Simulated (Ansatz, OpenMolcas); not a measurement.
## How basis sets differ on CH5BO2 (SMILES COBO)

CH5BO2: 9 atoms, total charge 0, spin state singlet. SMILES: `COBO`. Geometry: relaxed at PBE0-D4/def2-TZVP. This is one conformer, not always the lowest.

Each level gives the HOMO–LUMO gap (eV). The values are calculated.

| level | kind | program | value (eV) |
| --- | --- | --- | --- |
| HF/ANO-R0 (sfX2C) | Hartree–Fock | OpenMolcas | 17.12 |
| HF/ANO-RCC-MB (DKH2) | Hartree–Fock | OpenMolcas | 18.25 |
| HF/STO-3G | Hartree–Fock | Ansatz | 19.32 |
| HF/3-21G | Hartree–Fock | Ansatz | 17.96 |
| HF/ANO-L-VDZP (RICD fitting) | Hartree–Fock | OpenMolcas | 14.61 |
| HF/cc-pVDZ | Hartree–Fock | Ansatz | 17.49 |

The values span 14.61 to 19.32 eV. A Hartree–Fock LUMO above zero doesn't converge with the basis: it sinks as sets grow more diffuse. Orbital gaps aren't excitation energies.

The gap depends strongly on the basis, but not simply on its size. STO-3G gives the widest gap, 19.32 eV, and ANO-L-VDZP the narrowest, 14.61 eV, yet the minimal ANO-R0 set falls below both 3-21G and cc-pVDZ. The radial reach of the functions therefore probably matters as much as their number.

The occupied frontier level should be mainly an oxygen lone pair, partly delocalised into the formally empty boron p orbital, and such a compact orbital is described fairly consistently once the valence space is flexible. A Hartree–Fock virtual orbital instead feels the field of all the electrons, so a compact basis artificially confines it and raises its energy. In the tighter sets the LUMO probably keeps boron–oxygen π* character, while the low ANO-L-VDZP value suggests mixing with more extended functions. Scalar relativity should matter little for such light atoms.

Without the separate orbital energies, the spread can't be divided between HOMO and LUMO, nor the gap read as a measure of boron's Lewis acidity.
